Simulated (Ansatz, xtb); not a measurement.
# Relative energy of two isomers of C2H6BNO2

Structure X: `NB1OCCO1`, a singlet. Structure Y: `CB(O)NC=O`, a singlet. Both are isolated molecules in the gas phase, relaxed with PBE0-D3(BJ)/def2-SVP; the shapes shown needn't be the lowest conformers.

X (Å):

```csv
atom,x (Å),y (Å),z (Å)
C,1.7828,-0.7914,-0.2287
C,1.6456,0.5292,0.5471
B,-0.2583,-0.6526,0.6981
N,-1.5674,-0.9989,1.0559
O,0.4762,-1.3265,-0.2553
O,0.4345,0.3985,1.2616
H,-2.0439,-1.7911,0.6531
H,-2.0974,-0.4727,1.7335
H,2.4636,-1.4961,0.2825
H,2.1572,-0.6460,-1.2544
H,2.4823,0.7041,1.2418
H,1.5846,1.3979,-0.1335
```

Y (Å):

```xyz
12

C     0.1845   -2.2419    0.8521
C     1.4443    1.3673    0.0513
B     0.1229   -0.7036    0.5400
N     1.3770    0.0416    0.3471
O    -1.0406   -0.0413    0.4241
O     0.4771    2.0910   -0.0875
H    -0.7957   -2.6216    1.1716
H     0.9257   -2.4831    1.6312
H     0.4810   -2.8014   -0.0519
H    -0.8638    0.8982    0.2099
H     2.2676   -0.4336    0.4319
H     2.4805    1.7626   -0.0596
```

Quicker runs give these differences E(Y) − E(X): GFN2-xTB +0.751 eV; HF/STO-3G +2.144 eV (at GFN2-xTB geometries); r2SCAN-D4/def2-SVP +0.124 eV (at GFN2-xTB geometries).

Problem. Estimate E(Y) − E(X) at the level CCSD(T)/def2-SVP + ΔMP2/def2-TZVPP.

Solution. Calculated at CCSD(T)/def2-SVP + ΔMP2/def2-TZVPP: E(Y) − E(X) = +0.255 eV, so structure X lies lower.

The same difference at several levels:

```tsv
level	geometry	E(Y) − E(X) (eV)	departure from the last row (eV)	job, with rough time for the two
GFN2-xTB	GFN2-xTB	+0.751	+0.495	optimisation, 0.4 s
HF/STO-3G	GFN2-xTB	+2.144	+1.889	single point, 0.84 s
r2SCAN-D4/def2-SVP	GFN2-xTB	+0.124	−0.131	single point, 5.1 s
PBE0-D3(BJ)/def2-SVP	PBE0-D3(BJ)/def2-SVP	+0.194	−0.061	optimisation, 1.8 min
HF/def2-SVP	PBE0-D3(BJ)/def2-SVP	+0.306	+0.051	part of the CCSD(T) run
MP2/def2-SVP	PBE0-D3(BJ)/def2-SVP	+0.108	−0.147	part of the CCSD(T) run
CCSD(T)/def2-SVP	PBE0-D3(BJ)/def2-SVP	+0.142	−0.114	single point
CCSD(T)/def2-SVP + ΔMP2/def2-TZVPP	PBE0-D3(BJ)/def2-SVP	+0.255		single point, 69 s
```

As drawn, Y has 1 C–B, 1 C–N, 1 C=O, 1 O–H in place of 1 B–O, 2 C–O, 1 C–C, 1 N–H. Structure X has a 5-membered ring, Y no ring.

The levels shown agree on the order. The largest departure from CCSD(T)/def2-SVP + ΔMP2/def2-TZVPP is that of HF/STO-3G, 1.889 eV. The last row adds to CCSD(T) the change of the MP2 difference between the two basis sets, here +0.114 eV.

With thermal terms from frequencies at re-optimised GFN2-xTB minima (ideal gas, soft modes damped towards free rotors, one conformer each, 298.15 K, 1 atm): the zero-point term adds −0.064 eV; ΔH is +0.217 and ΔG +0.133 eV.

The correlated steps freeze 6 core orbitals. Codes used: Ansatz 0.2.0, xtb 6.7.1; the last row on 2 threads of Intel(R) Xeon(R) Processor @ 2.70GHz on a shared host.

The cyclic aminodioxaborolane X lies moderately below the open-chain formamide Y, and the gap is small because large bonding contributions nearly cancel. X has two strong B–O bonds, with oxygen and nitrogen lone pairs donating into the empty boron p orbital. Y gives up one B–O bond for a weaker B–C bond, and its nitrogen lone pair is shared between boron and the carbonyl group. In return it gains a C=O bond, amide resonance and an O–H···O=C hydrogen bond, which probably recover most of the loss.

The very large HF/STO-3G preference for X likely reflects a minimal basis too inflexible for the polar C=O bond. The closeness of HF/def2-SVP to the final value is fortuitous: correlation favours Y, while enlarging the basis favours X. Entropy also favours Y, as expected for the more flexible chain, but doesn't reverse the order for these conformers. The energies don't show whether the isomers can readily interconvert.
